## The assumption that $p$ is known

**Where it enters.** A random start relaxes to the target (the lowest structure of the chosen functional) with probability $p$. For independent trials the failure probability is $F(n)=(1-p)^n=e^{-n\lambda}$ with $\lambda=-\ln(1-p)$. Confidence $1-\delta$ needs $n\ge L/\lambda\approx L/p$, where $L=\ln(1/\delta)$. With $p\propto e^{-aN}$ for $N$ atoms and a cost $\propto N^3$ per relaxation, the work scales as $LN^3e^{aN}$.

The product $(1-p)^n$ treats $p$ as a known number. If each trial drew its own $p$ independently, the product would survive with the mean $p$. In practice $p$ is estimated from a pilot run, and its uncertainty is shared by all planned trials, so
$$F(n)=\langle e^{-n\lambda}\rangle\ \ge\ e^{-n\langle\lambda\rangle}$$
by convexity.

**First correction.** With $\kappa_1$ and $\kappa_2$ the mean and variance of $\lambda$,
$$\ln F=-n\kappa_1+\tfrac12n^2\kappa_2-\dots$$
Setting $\ln F=-L$ gives $n\kappa_1=L+\tfrac12 n^2\kappa_2$. Inserting $n_0=L/\kappa_1$ on the right yields
$$n\approx n_0\left(1+\tfrac12Lc^2\right),\qquad c^2=\kappa_2/\kappa_1^2 .$$

**Pilot statistics.** Let $M$ pilot trials give $m\ge1$ hits, and assume the planned run has the same $p$. Take the prior $\propto 1/p$, flat in $\ln p$. The posterior is $\propto p^{m-1}(1-p)^{M-m}$, and a ratio of beta functions gives
$$F(n)=\frac{B(m,M-m+1+n)}{B(m,M-m+1)}=\prod_{i=M-m+1}^{M}\frac{i}{i+n}.$$
Expanding $\ln F=-\sum_i\ln(1+n/i)$ identifies $\kappa_1=\sum_i i^{-1}$ and $\kappa_2=\sum_i i^{-2}$. For $m\ll M$ all $i\approx M$, so $c^2\approx1/m$, $F\approx(1+n/M)^{-m}$ and
$$n\approx M\left(e^{L/m}-1\right).$$
The expansion parameter is $L/m$, set by the number of hits. For $m=1$ the exact result is $n=M(1/\delta-1)$, a power of $\delta$ instead of a logarithm.

**TiO$_2$, two and four formula units.** Rutile and anatase both have two formula units per primitive cell, so the cells with $N=6$ and $12$ can hold either, the larger one as a supercell. Brookite, with eight, fits neither: there $p=0$ and no $n$ suffices. As illustrative inputs, assumed and not taken from a calculation, let $M=200$ in both cells with $m=20$ and $4$. Then $\hat p=m/M=0.10$ and $0.02$, and $a=\ln5/6=0.27$ per atom. For $\delta=0.05$, $L=2.996$. The last column solves $F(n)=\delta$ with the full product, treating $n$ as continuous.

| $N$ | $\kappa_1$ | $c^2$ | $n_0$ | $Lc^2/2$ | first order | full product |
|---|---|---|---|---|---|---|
| 6 | 0.1051 | 0.0500 | 28.5 | 0.075 | 30.6 | 30.8 |
| 12 | 0.02015 | 0.2500 | 148.7 | 0.374 | 204.3 | 221.3 |

The full increase over $n_0$ is 7.9 % for six atoms and 49 % for twelve, where first order recovers only part of it. Runs of 29 and 149 trials, $n_0$ rounded up, fail with probability 0.059 and 0.11 instead of 0.05. The ratio of trials between the two cells rises from 5.2 to 7.2, which multiplies the ratio of work by 1.4 whatever the cost per relaxation.

Two other terms compete. Replacing $\lambda$ by $p$ overestimates $n$ by about $p/2$, here 5 % and 1 %; the table keeps $\lambda$. A uniform prior extends the product to $i=M+1$ and gives $n=29.3$ and $163$, so with four hits the choice of prior shifts $n$ by almost as much as the correction itself.

**Scaling.** A pilot continued to a fixed number of hits needs $M\approx m/p\propto e^{aN}$ trials and holds $L/m$ fixed, so $N^3e^{aN}$ survives with a larger prefactor. Keeping $L/2m$ below 0.1 at $\delta=0.05$ takes 15 hits, about 750 pilot relaxations at $p=0.02$, which is more than the search being planned.